# Estimating the invariant thermal conductivity of a melt: trajectory length against accuracy

## Statement

**Conventions.** A periodic cell of volume $V$ at temperature $T$ has zero total momentum. Fluxes are extensive and taken along one Cartesian axis: $J_E$ for energy, and $J_a=\sum_{i\in a}v_i$ for species $a$. Define $\Lambda_{ij}=\int_0^\infty\langle J_i(t)J_j(0)\rangle\,dt$, which is symmetric when no magnetic field is present. Momentum conservation makes one species flux a combination of the others, so $a,b$ run over the independent fluxes only; otherwise the species block is singular. Then

$$\kappa=\frac{\bar\Lambda}{Vk_BT^2},\qquad \bar\Lambda=\Lambda_{EE}-\sum_{ab}\Lambda_{Ea}(\Lambda^{-1})_{ab}\Lambda_{bE},$$

where $\Lambda^{-1}$ is the inverse of the species block and $\bar\Lambda$ its Schur complement.

1. **Gauge invariance** (Marcolongo, Umari and Baroni, 2016). If $\langle(\int_0^tB\,dt')^2\rangle$ grows more slowly than $t$, in particular if it stays bounded, then $J$ and $J+B$ have the same Green–Kubo integral. Moving energy between neighbouring atoms adds such a $B$.
2. **Convective invariance** (Bertossa, Grasselli, Ercole and Baroni, 2019). $\bar\Lambda$ is unchanged by $J_E\to J_E+\sum_a\epsilon_aJ_a$. A shift of atomic reference energies is of this form. In a melt the added flux has an unbounded integral, so $\Lambda_{EE}$ alone does change.
3. **Estimators.** Block sums (H), lag sums (G, and its regression variant G$_r$) and cepstral filtering (C) are all exactly invariant under the shift on each finite trajectory. For a relative root-mean-square deviation $\delta$ from the exact $\kappa$, the required trajectory grows as $\delta^{-3}$ for H and as $\delta^{-2}\ln(1/\delta)$ for the others.
4. **Choice.** In the silica-like model below, G$_r$ is cheapest at $\delta=10$ and 3 %, where C costs 14 and 3 % more, and C is cheapest at 1 %, 3 % below G$_r$. H costs 3.9 to 23 times as much as G$_r$, and plain G is unusable below $4.0\times10^4$ samples.

## Proof of the invariances

**Gauge.** Let $A(t)=\int_0^tJ\,dt'$ and $C(s)=\langle J(s)J(0)\rangle$. Stationarity gives $\langle A^2\rangle/2t=\int_0^t(1-s/t)C(s)\,ds$, which tends to $\Lambda$ whenever the Green–Kubo integral converges. With $D(t)=\int_0^tB\,dt'$,

$$\frac{\langle(A+D)^2\rangle}{2t}=\frac{\langle A^2\rangle}{2t}+\frac{\langle AD\rangle}{t}+\frac{\langle D^2\rangle}{2t},\qquad \frac{|\langle AD\rangle|}{t}\le\sqrt{\frac{\langle A^2\rangle}{t}\,\frac{\langle D^2\rangle}{t}}.$$

The bound is the Cauchy–Schwarz inequality. Its first factor tends to $2\Lambda$ and its second to zero, so both extra terms vanish. If atom $i$ gains $\Gamma_{ij}=-\Gamma_{ji}$ from each neighbour within a finite range, the energy moment $\sum_ix_ie_i$ changes by $\tfrac12\sum_{ij}\Gamma_{ij}(x_i-x_j)$. This is a stationary function of finite variance and $B$ is its time derivative, so $\langle D^2\rangle$ is bounded.

**Convection.** The phenomenological laws are $j_i\propto\sum_j\Lambda_{ij}X_j$, with $X_E=\nabla(1/T)$. Conductivity is defined at vanishing species fluxes, which fixes $X_a=-\sum_b(\Lambda^{-1})_{ab}\Lambda_{bE}X_E$ and leaves $j_E\propto\bar\Lambda X_E$. For one species flux $Y$, the Green–Kubo integral of $J_E-\beta Y$ is

$$\Lambda_{EE}-2\beta\Lambda_{EY}+\beta^2\Lambda_{YY}=\bar\Lambda+(\beta-\beta^*)^2\Lambda_{YY},\qquad\beta^*=\Lambda_{EY}/\Lambda_{YY}.$$

A shift sends $\beta^*\to\beta^*+\epsilon$ and leaves the stationary value $\bar\Lambda$ alone; with several species $\beta$ is a vector and the argument is the same. Only bilinearity in the fluxes was used, so the invariance holds for any symmetric bilinear estimate of the matrix. A species flux with bounded integral, as in a glass, has $\Lambda_{YY}=\Lambda_{EY}=0$ and is dropped from the set.

**Silica.** Take $Y=J_{\rm Si}$. Then $J_{\rm O}=-(m_{\rm Si}/m_{\rm O})Y$, and with the typical atomic masses 28.086 u and 15.999 u the net shift is $\epsilon=\epsilon_{\rm Si}-1.755\,\epsilon_{\rm O}$. Even a common shift $\epsilon_0$ of all atoms leaves $\epsilon=-0.755\,\epsilon_0$.

## Solvable model

Integrate the fluxes over intervals of length $\Delta$, giving sequences $E_n$ (J m) and $Y_n$ (m), $n=1,\dots,N$, for three independent Cartesian components. With covariances $c_{ij}(k)$ and spectra $S_{ij}(\omega)=\sum_kc_{ij}(k)e^{ik\omega}$, the long-time limit above gives $\Lambda_{ij}=S_{ij}(0)/2\Delta$. The model is Gaussian:

$$E_n=X_n+\epsilon Y_n,\qquad Y_n=U_n+w_n-w_{n-1}.$$

Here $X$ has covariance $\sigma_X^2\rho^{|k|}$, $U$ (relative diffusion) is white with variance $u$, and $w$ (rattling in the cage) is white with variance $v$; all three are independent. Any intrinsic coupling of $E$ to $Y$ is absorbed in $\epsilon$. Then $S_{YY}=u+v(2-2\cos\omega)$, $S_{EY}=\epsilon S_{YY}$, and the Schur complement equals $S_{XX}$ at every frequency. The exact answer is

$$\kappa=\frac{\sigma_X^2}{2\Delta Vk_BT^2}\,\frac{1+\rho}{1-\rho}.$$

From here on $S_{XX}(0)=1$, so $c_k=c_0\rho^{|k|}$ with $c_0=(1-\rho)/(1+\rho)$, and $r=v/u$.

Assumed inputs, all illustrative: 72 SiO$_2$ units at 3000 K and density 2200 kg m$^{-3}$; $\Delta=50$ fs; $\rho=0.8$; $u=2N_{\rm Si}D_c\Delta$ with collective diffusivity $D_c=1.0\times10^{-11}$ m$^2$ s$^{-1}$; $v=N_{\rm Si}\times3.0\times10^{-23}$ m$^2$. They give the Si density $n=2.205\times10^{28}$ m$^{-3}$, $V=3.27\times10^{-27}$ m$^3$, a decay time of 224 fs and $r=30$. The amplitude $\sigma_X=9.5\times10^{-29}$ J m is chosen to make the model's $\kappa$ equal to 2.0 W m$^{-1}$ K$^{-1}$, a typical magnitude for heat conduction by atomic motion in hot silica; it is an input and no prediction.

**Ignoring the projection.** The scalar integral of $E$ exceeds $\kappa$ by $\epsilon^2nD_c/k_BT^2$. For an assumed $\epsilon=100$ eV ($1.602\times10^{-17}$ J, reached by $\epsilon_{\rm O}=-57$ eV) the model gives 0.46 W m$^{-1}$ K$^{-1}$, a relative bias $\eta=0.228$ that no trajectory length removes.

## The estimators

| | rule | analysis operations per interval | stored numbers | bias falls as | variance grows as |
|---|---|---|---|---|---|
| H | blocks of length $B$ | $6+9/B$ | 9 | $1/B$ | $B/N$ |
| G, G$_r$ | lags $\lvert k\rvert\le K$ | $12(K+1)$ | $9(K+1)$ | $\rho^{K}$ | $K/N$ |
| C | $s$ segments, $P$ coefficients | $15\log_2(N/s)$ | $8N/s$ | $\rho^P/P$ | $P/N$ |

An operation is one addition, multiplication or multiply-add. H keeps six running sums and three accumulators, and forms nine products per block. G forms four products per lag and component, and keeps six buffers and three accumulators of length $K+1$. C transforms six real series per segment of length $N_s=N/s$ at the nominal $\tfrac52N_s\log_2N_s$ operations each, and stores $6N_s$ samples and four accumulators of length $N_s/2$. With $M$ fluxes the products grow as $M^2$ and the buffers as $M$. By invariance, every estimator is analysed with $E$ replaced by $X$.

### H: block sums

Stack the $m=3N/B$ block sums into vectors $\mathbf x,\mathbf y$. The Schur complement $|\mathbf x|^2-(\mathbf x\cdot\mathbf y)^2/|\mathbf y|^2$ is the squared length of $\mathbf x$ orthogonal to $\mathbf y$. For independent blocks it is $Bs_B\chi^2_{m-1}$, whatever the statistics of $\mathbf y$, with

$$s_B=\frac1B\sum_{|k|<B}(B-|k|)c_k=1-\frac{2\rho(1-\rho^B)}{B(1-\rho^2)}.$$

Dividing by $(m-1)B$ gives

$$\delta_H^2=(1-s_B)^2+\frac{2s_B^2}{3N/B-1}.$$

Neighbouring blocks have correlation $r_1=\rho(1-\rho^B)^2/[(1-\rho^2)Bs_B]$, which raises the variance by the fraction $2r_1^2$, equal to 0.8 % at $B=40$ and less beyond; it is neglected. For large $B$, $\delta_H^2\approx a^2/B^2+2B/3N$ with $a=2\rho/(1-\rho^2)=4.44$. Minimising $N$ at fixed $\delta$ gives $B=\sqrt3a/\delta$ and $N=\sqrt3a/\delta^3=7.70/\delta^3$.

### G: lag sums

Form $\hat S_{ij}=\sum_{|k|\le K}\hat c_{ij}(k)$, with each $\hat c(k)$ normalised by the number of its terms, and let $L=2K+1$, $q=\rho^L$. G returns $\hat S_{XX}-\hat S_{XY}^2/\hat S_{YY}$. The missing tail of $\hat S_{XX}$ is $b_G=-2\rho^{K+1}/(1+\rho)$. A lag sum is the periodogram weighted by $W(\omega)=\sin(L\omega/2)/\sin(\omega/2)$. Periodogram ordinates at distinct positive frequencies are asymptotically independent with variance $S^2$, and $\pm\omega$ coincide. With three components and $\langle\cdot\rangle_\omega$ the average over $(-\pi,\pi)$,

$$\operatorname{var}\hat S_{XX}=\frac{2}{3N}\langle W^2S_{XX}^2\rangle_\omega=\frac{2\Sigma_K}{3N},$$

up to end corrections of relative order $K/N$. By Parseval's theorem $\Sigma_K=\sum_jh_j^2$ with $h_j=\sum_{|k|\le K}c_{j-k}$, that is $h_j=1-(\rho^{K+1-j}+\rho^{K+1+j})/(1+\rho)$ for $|j|\le K$ and $(\rho^{|j|-K}-\rho^{|j|+K+1})/(1+\rho)$ outside. The geometric sums give

$$\Sigma_K=L-\left[\frac{4\rho}{1-\rho^2}-\frac{4\rho^2}{(1-\rho^2)(1+\rho)^2}\right](1-q)+\frac{2\rho Lq}{(1+\rho)^2},$$

which is $L-6.69(1-q)+0.494Lq$ at $\rho=0.8$. The nominal deviation is $\delta_G^2=b_G^2+2\Sigma_K/3N$. One more lag adds $4/3N$ to the variance and removes $(1-\rho^2)b_G^2$, so the best $K$ grows as $\ln N/[2\ln(1/\rho)]$ and $N\propto\delta^{-2}\ln(1/\delta)$.

The subtracted term needs care. Since $W^2(2-2\cos\omega)=2-2\cos L\omega$,

$$\frac{\operatorname{var}\hat S_{YY}}{u^2}=\frac{2}{3N}(L+4r+4r^2),\qquad \frac{\operatorname{var}\hat S_{XY}}{u}=\frac{1}{3N}\left[Ls_L+2c_0r(1-q)\right].$$

The denominator $\hat S_{YY}$ is not a sum of squares and can cross zero, so the ratio has no finite moments in the strict sense, and $\delta_G$ describes it only when crossings are rare. Asking that $u$ lie four standard deviations above zero gives $N\ge\tfrac{32}{3}(L+3720)$, which is $4.0\times10^4$ for every $K$ from 14 to 26. Above this threshold the second expression is the size of an extra negative bias, $5.5\times10^{-5}$ at $K=26$, $N=3.3\times10^5$, which is negligible.

**G$_r$** keeps the same arrays but evaluates $\hat S_{EE}-2\hat\beta\hat S_{EY}+\hat\beta^2\hat S_{YY}$ with the equal-time regression $\hat\beta=\hat c_{EY}(0)/\hat c_{YY}(0)$. The denominator is positive and close to $u+2v$, and $\hat\beta\to\hat\beta+\epsilon$ under a shift. In the model $\hat\beta-\epsilon$ is of order $N^{-1/2}$ and enters the result at order $1/N$, so G$_r$ attains $\delta_G$ without a threshold.

The same averages price a poor gauge. The unprojected lag sum has $\Sigma_K$ replaced by $\Sigma_K+2\eta[Ls_L+2c_0r(1-q)]+\eta^2(L+4r+4r^2)$, which is 7.3 times larger at $K=20$ and $\eta=0.228$. In the glass limit, $u\to0$ at fixed $v$, the bias vanishes by gauge invariance but the factor is still 6.5, and the excess grows as $\epsilon^4$. Gauge invariance protects the mean and leaves the variance exposed.

### C: cepstral filter

The method is that of Ercole, Marcolongo and Baroni (2017) in its multi-flux form. At each frequency $2\pi k/N_s$, collect the Fourier amplitudes of the $3s$ series into complex vectors and take the Schur complement of the summed periodograms. It is the squared length of the $X$ amplitudes in $\nu=3s-1$ complex dimensions, hence $S_{XX}(\omega)$ times a gamma variable of shape $\nu$. Its logarithm has the known offset $\psi(\nu)$, which is subtracted, and variance $\psi'(\nu)$, where $\psi$ is the digamma function. The two real frequencies have shape $\nu/2$ and their own offset. The inverse transform of the logarithm gives coefficients $\hat C_n$ with variance $2\psi'/N_s$ for $n=0$ and $\psi'/N_s$ otherwise. The estimate $\ln\hat S(0)=\hat C_0+2\sum_{n=1}^{P-1}\hat C_n$ therefore has

$$\sigma_C^2=s\,\psi'(3s-1)\,\frac{4P-2}{N}.$$

The prefactor is 0.645 for $s=1$, 0.381 for $s=4$, 0.342 for $s=20$ and tends to $1/3$. Each further coefficient adds $1.52/N$ at $s=4$ and $1.37/N$ at $s=20$, against $1.33/N$ per lag in G. More segments are also shorter ones, which raises the bias derived next, so $s$ is chosen together with $P$.

Because $\ln S_{XX}=2\ln(1-\rho)+2\sum_{n\ge1}\rho^n\cos(n\omega)/n$, the exact coefficients are $C_n=\rho^n/n$ for $n\ge1$. A finite segment lowers the mean periodogram by $N_s^{-1}\sum_k|k|c_ke^{ik\omega}$, and the ratio of that sum to $S_{XX}$ is $-2\rho^2/(1-\rho^2)+2\sum_{n\ge1}\rho^n\cos n\omega$. Filtering it to $n<P$ at $\omega=0$ gives the total bias of the logarithm,

$$b_C=-2\sum_{n\ge P}\frac{\rho^n}{n}-\frac sN\left[\frac{2\rho}{1-\rho^2}-\frac{2\rho^P}{1-\rho}\right].$$

The estimate of the logarithm averages many frequencies and is treated as Gaussian, so with $\mu=e^{b_C+\sigma_C^2/2}$,

$$\delta_C^2=(\mu-1)^2+\mu^2\left(e^{\sigma_C^2}-1\right).$$

The balance of a geometric bias against $P/N$ yields the same growth law as for G.

## Work and memory for stated accuracies

Generating one interval costs $W_\Delta$. With assumed counts of 216 atoms, 50 steps of 1 fs, 100 pairs per atom and 50 operations per pair for force and flux, $W_\Delta=5.4\times10^7$. The largest analysis count below, 324, is $6.0\times10^{-6}$ of this, so total work is $NW_\Delta$ and the ratios of work are ratios of $N$, whatever $W_\Delta$ is. For H, $N=(B/3)[1+2s_B^2/(\delta^2-(1-s_B)^2)]$; for G$_r$, $N=2\Sigma_K/[3(\delta^2-b_G^2)]$; for C, $N$ is the root of $\delta_C=\delta$. $K$ and $P$ are the best integers, $P$ at the stated $s$, while $B$ and $s$ are values near their flat optima. Ratios refer to G$_r$.

| $\delta$ | method | parameter | $N$ | work (operations) | ratio | analysis per interval | stored numbers |
|---|---|---|---|---|---|---|---|
| 10 % | H | $B=75$ | $6.8\times10^3$ | $3.7\times10^{11}$ | 3.9 | 6 | 9 |
| 10 % | G$_r$ | $K=14$ | $1.8\times10^3$ | $9.5\times10^{10}$ | 1 | 180 | 135 |
| 10 % | C | $s=6$, $P=13$ | $2.0\times10^3$ | $1.1\times10^{11}$ | 1.14 | 126 | $2.7\times10^3$ |
| 3 % | H | $B=250$ | $2.8\times10^5$ | $1.5\times10^{13}$ | 9.6 | 6 | 9 |
| 3 % | G$_r$ | $K=20$ | $2.9\times10^4$ | $1.6\times10^{12}$ | 1 | 252 | 189 |
| 3 % | C | $s=12$, $P=18$ | $3.0\times10^4$ | $1.6\times10^{12}$ | 1.03 | 169 | $2.0\times10^4$ |
| 1 % | H | $B=770$ | $7.6\times10^6$ | $4.1\times10^{14}$ | 23 | 6 | 9 |
| 1 % | G$_r$ | $K=26$ | $3.3\times10^5$ | $1.8\times10^{13}$ | 1 | 324 | 243 |
| 1 % | C | $s=20$, $P=22$ | $3.2\times10^5$ | $1.7\times10^{13}$ | 0.97 | 210 | $1.3\times10^5$ |

Derived columns use the unrounded $N$. Plain G must also clear its threshold, which puts its ratio at 23 for 10 % and 1.4 for 3 %; at 1 % it coincides with G$_r$. The cheapest choice is G$_r$ at 10 % and 3 % and C at 1 %, where the model needs 16 ns of trajectory. Among the estimators that use the true zero-frequency $\beta^*$, it is C at all three accuracies.

## Accuracy inside stated budgets

| work budget (operations) | $N$ | H | G$_r$ | C | plain G |
|---|---|---|---|---|---|
| $5.4\times10^{10}$ | $10^3$ (50 ps) | 18 % ($B=40$) | 13 % ($K=13$) | 14 % ($s=4$, $P=11$) | below threshold |
| $5.4\times10^{11}$ | $10^4$ (0.5 ns) | 8.9 % ($B=80$) | 4.8 % ($K=18$) | 4.9 % ($s=8$, $P=16$) | below threshold |
| $5.4\times10^{12}$ | $10^5$ (5 ns) | 4.2 % ($B=200$) | 1.7 % ($K=23$) | 1.7 % ($s=16$, $P=20$) | 1.7 % |

G$_r$ is best in the first two budgets, with C close behind, and the two tie in the third. Memory decides only when the flux is resolved into very many channels, each analysed during the run. With 100 numbers per channel, G$_r$ is limited to $K=10$, where the bias is $-9.5$ %, and C to $N_s=12$, where the mean periodogram at zero frequency is $s_{12}$, 34 % low. The best choices are then G$_r$ with $K=10$ in the first budget (14 % against 18 % for H) and H in the other two (8.9 % against 10 % for G$_r$ in the second, and 4.2 % in the third).

## What the model leaves out

**Unequal coupling.** Let diffusion and rattling carry energies per unit displacement that differ by $\gamma$, so that $E_n$ gains the term $\gamma U_n$. With $S_V=v(2-2\cos\omega)$ the Schur complement becomes $S_{XX}+\gamma^2uS_V/(u+S_V)$, still exact at $\omega=0$. The equal-time regression now misses $\beta^*=\epsilon+\gamma$ by $2v\gamma/(u+2v)$, so G$_r$ acquires the permanent bias $\gamma^2u\,[2v/(u+2v)]^2$. H gains $2\gamma^2uv/(uB+2v)$, which decays with $B$. C sees a notch of depth about $\gamma^2u$ and half-width $r^{-1/2}$ at $\omega=0$, which it resolves only for $P$ well above $r^{1/2}$. All three effects are limited to about $\gamma^2u$, which in relative terms is $\gamma^2nD_c/(k_BT^2\kappa)=5.7\times10^{-4}$ for an assumed $\gamma=5$ eV. That is small against the 1 % target. The bound scales with $D_c$ but is approached only for $r\gg1$. At fixed $v$ the bias of G$_r$ peaks at $u=2v$ with the value $\gamma^2v/2$, which is 0.85 % in the model. A hundredfold faster relative diffusion raises the bound to 5.7 %, but $r$ drops to 0.3, the factor $[2v/(u+2v)]^2$ to 0.14, and the bias is 0.8 %. This is small against the 10 % and 3 % targets and comparable with the 1 % target. There plain G, whose threshold has fallen to $5.8\times10^2$ samples at $K=26$, or C replaces G$_r$.

**Known parameters.** The tables choose $B$, $K$, $P$ and $s$ with $\rho$ known. On real data they are selected from the data, which adds uncertainty, and correlation tails need not be geometric; a slower tail raises $K$ and $P$ and narrows the advantage over H. The gap between G$_r$ and C, from 14 % in favour of G$_r$ at $\delta=10$ % to 3 % in favour of C at $\delta=1$ %, is computed for a single exponential with all parameters tuned to it and should be read as a tie. C supplies its statistical bar from $\psi'(\nu)$ alone, while G$_r$ runs in a few hundred numbers.

**Cell size.** The relative variances do not contain the number of atoms, while $W_\Delta$ is proportional to it for short-ranged forces. Work at fixed $\delta$ is therefore least in the smallest cell whose size error in $\kappa$ stays below $\delta$.